Sm5+, 4f³: what sets the first excitation and the ionisation energy

The rows and symbols

Sm5+ has three 4f electrons outside filled shells. The table holds a relativistic configuration-interaction (CI) run and four variants of it. These notes follow the base row, the row with Slater scale 0.75 and the row without QED terms, and call on the other two as controls.

Sm5+ (Z = 62) computed with radial Dirac CI 1: relativistic CI on Dirac orbitals in exchange-only KLI potentials, with the zero-frequency Breit term. Unless a row says otherwise, the closed core is [Kr] 4d10, valence Slater integrals are scaled by 0.85, and model QED terms and a P86 correlation estimate are included. Ionisation energies use the two ground configurations alone.

```
                                           change from the base  ground configuration  first excitation (cm⁻¹)  ionisation energy (eV)  tabulated ground level  NIST table (eV)  computed less table (eV)
                                                           base           4f3.5s2.5p6                   3005.3                 90.7254                  4Io9/2               87                      3.73
                                        no correlation estimate           4f3.5s2.5p6                   3005.4                 89.4826                  4Io9/2               87                      2.48
                        valence Slater integrals scaled by 0.75           4f3.5s2.5p6                   3054.4                 91.2412                  4Io9/2               87                      4.24
                              no QED terms; decay types not set           4f3.5s2.5p6                   2988.6                 90.7468                  4Io9/2               87                      3.75
closed core [Xe]; decay types E1-M1-E2-M2-E3; configuration 4f3                   4f3                   3006.9                     n/a                  4Io9/2              n/a                       n/a
```

The label 4Io9/2 means ⁴I with spin multiplicity 2S + 1 = 4, L = 6, odd parity and J = 9/2. The first excitation is the height of the lowest excited level. The last column is the computed ionisation energy less the NIST value, which is itself theoretical and carries an uncertainty of 4 eV; n/a marks a quantity not computed in that run. All five rows are the same state: the [Xe] row only counts the filled 5s² 5p⁶ as core. The Slater integrals F², F⁴, F⁶ measure the angle-dependent repulsion of two 4f electrons, and ζ is the spin-orbit constant of one 4f electron. The printed output after the text gives the residuals of the models, none of which has a parameter fitted to the rows, though the 1/gap estimate takes its starting excess from a run.

1. Why is the ground level ⁴I9/2 in every row, and what is the first excited level?

Hund's rules give it. Three parallel spins make S = 3/2, the projections 3 + 2 + 1 make L = 6, and a shell less than half full puts the smallest J, L − S = 9/2, lowest. No setting comes near to upsetting this order: the first level of another term, ⁴F3/2, lies above 14,000 cm⁻¹ even at the smaller scale.

The level lists of the runs identify the first excited level as ⁴I11/2. The column therefore measures fine structure inside one term, with no change of configuration. The warning of the runs, that levels with different counts of f electrons can be misplaced by tens of thousands of cm⁻¹, does not bear directly on this interval. It would matter only if a level of another configuration belonged below ⁴I11/2. The thirty lowest levels in each printed level list are all 4f³, but the runs also warn that configurations can be misplaced by up to about 7 % of their energy and that levels of unlisted configurations can be missing, so the lists alone do not rule this out. The known weakness for the fine structure of a loosely bound f electron should not bite either, since this 4f orbital has a mean radius of only 0.80 bohr.

2. Does the Landé interval rule give the size of the interval?

In the Hund term each spin points along the total, so s can be replaced by S/2S, and the spin-orbit operator becomes A L·S with A = ζ/2S = ζ/3. From L·S = [J(J+1) − L(L+1) − S(S+1)]/2 follows

E(J) − E(J−1) = A J

The base run gives ζ = 1376 cm⁻¹, so the first interval is

1376 × (11/2)/3 = 2523 cm⁻¹

The base row has 3005 cm⁻¹, which is 482 cm⁻¹ or 19 % above the Landé value. The rule also misses the pattern. It asks for intervals that grow as 2523, 2982 and 3440 cm⁻¹, whereas the row without correlation estimate has 3005, 3104 and 3137 cm⁻¹, nearly equal steps. The full width of the term, 9246 against 8945 cm⁻¹, is much closer to the rule than the first step.

The cause is standard intermediate coupling. Spin-orbit coupling conserves J and joins ⁴I to terms with L = 5, 6, 7, which in f³ are all doublets. Each ⁴I level is pushed down by higher levels of its own J, by about |V|²/Δ, where V is a matrix element proportional to ζ and Δ is the gap. The 9/2 level has ²H9/2 as its partner, only about 16,000 cm⁻¹ up, and is pushed most, which widens the first step. The 15/2 level is pushed by ²K15/2 more than 13/2 is pushed by its partners, which narrows the last step.

The Landé g factor supports this. Pure ⁴I9/2 has g = 0.7266 with the true spin g, and pure ²H9/2 has about 1 + (24.75 + 0.75 − 30)/49.5 = 0.909. The base run gives 0.7342, which needs an admixture of (0.7342 − 0.7266)/(0.909 − 0.7266), about 4 %. The ⁴I weight of 95 % in the level list at the same scale agrees with that.

3. Why does weaker repulsion make a spin-orbit interval larger?

Scaling the Slater integrals from 0.85 to 0.75 raises the first excitation by 49 cm⁻¹, or 1.6 % of the base value. In first order the scale cannot act at all, since the Landé interval contains only ζ. It acts through Δ. The gap to ²H9/2 falls from 16172 cm⁻¹ (in the row without correlation estimate, which has the same scale as the base row) to 14552 cm⁻¹, a ratio of 1.111. If the whole excess over the Landé value goes as 1/Δ, the shift is

482 × (1.111 − 1) ≈ 54 cm⁻¹

against 49 cm⁻¹ in the table. The estimate takes its excess and its gaps from the runs and predicts only the shift. It is 5 cm⁻¹ too high, which is unsurprising for a single gap when ⁴I11/2 is also pushed and the level labelled ²H9/2 is only 62 to 65 % pure.

The admixture is (V/Δ)², so the excess of g should grow by 1.111² = 1.23. The run at 0.75 has g = 0.7360, and (0.7360 − 0.7266)/(0.7342 − 0.7266) ≈ 1.2, as closely as these digits allow. Energy and g respond roughly with the first and second power of the same ratio, as mixing requires.

The complete 4f³ energy matrix, built from the F², F⁴, F⁶ and ζ of the base run, removes the single-gap assumption. At scale 0.85 it gives 3000 cm⁻¹, which is 7 below the one-configuration [Xe] row, the fair comparison, and it reproduces the shift of g (0.00186 against 0.00189). For the energy shift it again gives 54 against 49, so its exact hit on the 0.75 row is a cancellation of two misses of 5 cm⁻¹. Because the integrals come from the calculation, the agreement shows which mechanism operates inside the calculation and says nothing about nature. With no scaling the matrix gives 2936 cm⁻¹: the whole empirical scale is worth about 2 % in this column.

The higher terms are the sensitive place. ⁴F3/2 falls by the ratio 0.897 when the scale falls by 0.882. Here the matrix fails visibly, lying 3.1 % above the run with the long configuration list and 1.3 % below the [Xe] run.

4. Why do the correlation estimate and the configuration list hardly matter here?

Dropping P86 moves the excitation from 3005.307 to 3005.354 cm⁻¹, at the size of the last printed digit of the table. The estimate adds one number to each configuration, and that number cancels between two levels of the same configuration; only the slightly altered gaps to admixed configurations can survive. This column is thus no test of P86.

The [Xe] row changes core, configuration list and decay types together and moves the excitation by 1.6 cm⁻¹. Decay types do not enter energies. ⁴I9/2 and ⁴I11/2 share orbitals, S and L, so electrostatic mixing with other configurations shifts them almost equally. Different terms are shifted differently: ⁴F3/2 lies 699 cm⁻¹ higher in the [Xe] run than in the long-list run without P86. Configuration mixing is the natural reading of that difference, though the changed core is not separated from it. The mixing is also approximate: overlaps between the orbital sets of different configurations are neglected, and the configuration list is cut by a size budget.

5. Why should QED act on f electrons, which avoid the nucleus?

QED terms raise the excitation by 16.7 cm⁻¹, or 0.56 % of the value without them. Self-energy and vacuum polarisation near the nucleus mostly shift s electrons, and such shifts cancel within a term. One part has long range. The anomalous moment a = α/2π changes the spin-orbit factor g − 1 from 1 to 1 + 2a, so

δζ = (α/π) ζ, with α/π = 0.232 %

The interval responds to ζ with a slope above the Landé 11/6 = 1.833, because the push grows as ζ². Differentiating gives 1.833 + 2 × 482/1376 = 2.53, and the matrix gives 2.482. Applied to the screened ζ of the run, the shift is 0.00232 × 1376 × 2.482 = 7.9 cm⁻¹, half of what the table shows.

The second possibility is that the correction follows the field of the bare nucleus. With Z = 62, α = 1/137.036 and ⟨r⁻³⟩ = 7.966 bohr⁻³ from the base run,

ζ(bare) = (α²/2) Z ⟨r⁻³⟩ = 0.01315 hartree = 2886 cm⁻¹

δE = 0.00232 × 2886 × 2.482 = 16.6 cm⁻¹

This matches the table to 0.1 cm⁻¹ with nothing adjusted. One matching number does not prove the cause, but it suggests that the magnetic part of the radiative potential is built on the nuclear field. A real electron's anomalous moment also feels the field of the other electrons, the same field that helps to cut ζ by the factor 2.10. On that argument part of the 16.7 cm⁻¹, perhaps up to half, is an artefact of the model potential.

6. Why does the ionisation energy respond so differently, and does its distance from NIST need a cause?

Ionisation compares systems with different numbers of electrons, so shifts of whole configurations no longer cancel. P86 adds 1.24 eV, about 10,000 cm⁻¹, where it left the fine structure alone. The sign is the standard one: the ion has fewer electron pairs and less correlation energy. QED lowers the value by 0.021 eV, only 0.57 % of the base row's difference from NIST, so the QED terms play no visible part in that difference.

All four values lie above the NIST entry, by 2.48 to 4.24 eV, or 2.9 to 4.9 % of it. The NIST entry is a theoretical value with an uncertainty of 4 eV. The base difference of 3.73 eV lies within it, as do those of the rows without correlation estimate and without QED; only the 4.24 eV of the row with scale 0.75 goes slightly beyond. The comparison therefore does not establish an error of the calculation that needs a cause, and it cannot rank the settings. The row without correlation estimate is closest, but that does not make it the better physics. The calculation could still be wrong by as much. The ionisation energy comes from the two ground configurations alone, without the mixing used for the levels, and rests on exchange-only orbitals. The warning on f counts, which applies here if the number of f electrons changes, allows errors of several ten thousand cm⁻¹, and the base difference is about 30,000 cm⁻¹. How much of that difference belongs to the calculation and how much to the NIST value cannot be told from these rows.

The scale dependence is a real failure of the simple picture. Removing a 4f electron takes ⁴I of f³ to ³H of f². The Hund term of f³ has three parallel pairs against one and gains more from the Slater integrals, so weakening them should raise Sm5+ more than Sm6+ and lower the ionisation energy. The frozen-orbital matrices give −0.25 eV with the configuration average held fixed and −0.36 eV with it scaled. The table shows +0.52 eV. The wrong sign refutes the picture with f-f integrals only. The filled 5s and 5p shells are unlikely to rescue it. They have no term splitting, so with the average fixed they add nothing, and with it scaled the departing 4f electron also loses its exchange with them, which pushes the same wrong way. An open 5p shell in Sm6+ does give the right sign when the average is held fixed. The lowest level of 4f³ 5p⁵ gains from the 4f-5p integrals while its f³ part nearly cancels against Sm5+, and 4f⁴ 5p⁴ gains more again from its extra parallel f pairs and its 5p term, so weakening the integrals raises the ion more than Sm5+. Such a configuration is plausible, since 4f and 5p cross in energy as the charge of a lanthanide ion rises. The QED sign also speaks against simple 4f removal: taking a 4f electron away lets the s shells contract, which should enlarge their repulsive self-energy in the ion and raise the ionisation energy, whereas the table shows it lowered. The signs therefore point to a 5p hole in the Sm6+ configuration of the run, but the outputs do not print that configuration, so this is an inference.

7. Which digits can be trusted?

The first excitation runs from 2989 to 3054 cm⁻¹ over the five rows, so a value near 3000 cm⁻¹ is stable to about 2 % against these settings and the tens digit is not. The tenths serve only for differences between rows. Stability is not accuracy: all rows share the same kind of orbital, and an error of 1 % in ζ would move the interval by 0.01 × 1376 × 2.482 = 34 cm⁻¹, twice the QED shift. The scale 0.85, together with the P86 estimate, was itself chosen on measured levels, so agreement with such levels would be no blind test.

For ionisation the four decimals again describe differences. NIST's 87 eV is a theoretical value with an uncertainty of 4 eV, eight times the half-eV rounding of the entry, so the hundredths in the last column carry no meaning as accuracy. The smallest difference is five times that rounding but well inside the uncertainty. The excess over NIST is therefore not an established error, and the NIST value cannot test the computed ionisation energy more closely than to about 4 eV.

8. What would a neighbouring ion do?

The controlling ratio is ζ/Δ, because the excess goes as ζ²/Δ and the Landé interval as ζ. Along the 4f³ ions, ζ grows faster with nuclear charge than the Slater integrals do. A less charged 4f³ ion such as Nd3+ should therefore show a smaller first interval, a relative excess below 19 %, steps closer to the Landé pattern, g nearer the pure value and less sensitivity to the scale.

For three holes, 4f¹¹, the term is again ⁴I but A changes sign, so ⁴I15/2 is lowest, with pure g = 1 + (63.75 + 3.75 − 42)/127.5 = 1.2, and in first order the first step is |A| × 15/2 with a much larger ζ, though mixing with ²K15/2 widens that step and the later steps fall well below the rule. A 3d³ ion has a far smaller ζ/Δ and follows the interval rule well. In all these cases a correlation estimate per configuration would still cancel. It stops cancelling where the first excited level belongs to another configuration, for example after a 4f to 5d promotion, and that column would then behave like the ionisation energy here, with shifts of thousands of cm⁻¹ and the f-count warning in full force.

The analysis program printed:

```
rounding floors: excitation 0.05 cm-1, IE 0.00005 eV, NIST 0.5 eV; shifts are row minus base
base                           dE1   +0.0 cm-1 (+0.00 %)  dIE +0.0000 eV (+0 cm-1)  err 3.73 eV = 4.3 % = 30084 cm-1
no correlation estimate        dE1   +0.1 cm-1 (+0.00 %)  dIE -1.2428 eV (-10024 cm-1)  err 2.48 eV = 2.9 % = 20003 cm-1
valence Slater integrals scale dE1  +49.1 cm-1 (+1.63 %)  dIE +0.5158 eV (+4160 cm-1)  err 4.24 eV = 4.9 % = 34198 cm-1
no QED terms; decay types not  dE1  -16.7 cm-1 (-0.56 %)  dIE +0.0214 eV (+173 cm-1)  err 3.75 eV = 4.3 % = 30246 cm-1
closed core [Xe]; decay types  dE1   +1.6 cm-1 (+0.05 %)
Lande intervals zeta/3*J (cm-1): [2523. 2982. 3440.] width 8945 ; base excess 482 = 19.1 %
row 1 4I intervals (cm-1): [3005.4 3103.5 3137.3]  minus Lande [ 482.  122. -303.]
row 2 4I intervals (cm-1): [3054.4 3102.5 3091.5]  minus Lande [ 531.  121. -349.]
row 4 4I intervals (cm-1): [3006.9 3110.1 3148.7]  minus Lande [ 484.  128. -292.]
1/gap: 2H9/2 gap ratio 1.111, predicted shift at 0.75 +53.7, table +49.0 cm-1
4F3/2 ratio 0.75/0.85 run 0.897, scale ratio 0.882; 4F3/2 [Xe] minus large list 699 cm-1
pure LS g: 0.7273 (gs=2), 0.7266 (true gs); 4f3 matrix order: 4I11/2 13/2 15/2 4F3/2 2H9/2
matrix scale 1.0: levels [ 2936.  6053.  9280. 18881. 19037.] cm-1, g 0.7328
matrix scale 0.85: levels [ 3000.  6128.  9313. 16253. 16483.] cm-1, g 0.7347
matrix scale 0.75: levels [ 3055.  6188.  9336. 14487. 14795.] cm-1, g 0.7366
row 4 matrix-run (cm-1): [  -7.   11.   47. -206.  -42.] % [-0.2  0.2  0.5 -1.3 -0.3] g run 0.7339 diff +0.0008
row 1 matrix-run (cm-1): [ -5.  19.  67. 493. 311.] % [-0.2  0.3  0.7  3.1  1.9] g run 0.7342 diff +0.0006
row 2 matrix-run (cm-1): [  0.  31.  88. 352. 243.] % [0.  0.5 0.9 2.5 1.7] g run 0.7360 diff +0.0006
scale 0.75 shift: matrix +54.4, table +49.1 cm-1; g shift matrix +0.00186, run +0.00189
dE1/dzeta 2.482 (Lande 1.833); zeta needed for [Xe] row 1379 vs 1376; bare nuclear zeta 2886 cm-1, ratio 2.10
QED shift table +16.7 cm-1 (0.56 %); alpha/pi 0.232 %: on screened zeta +7.9, on bare zeta +16.6
IE shift 0.85->0.75, frozen 4f removal: -0.249 eV (average fixed), -0.362 eV (average scaled); table +0.516
IE slope -5.16 eV per unit scale; QED shift / base error 0.57 %; smallest error / NIST floor 5.0
```
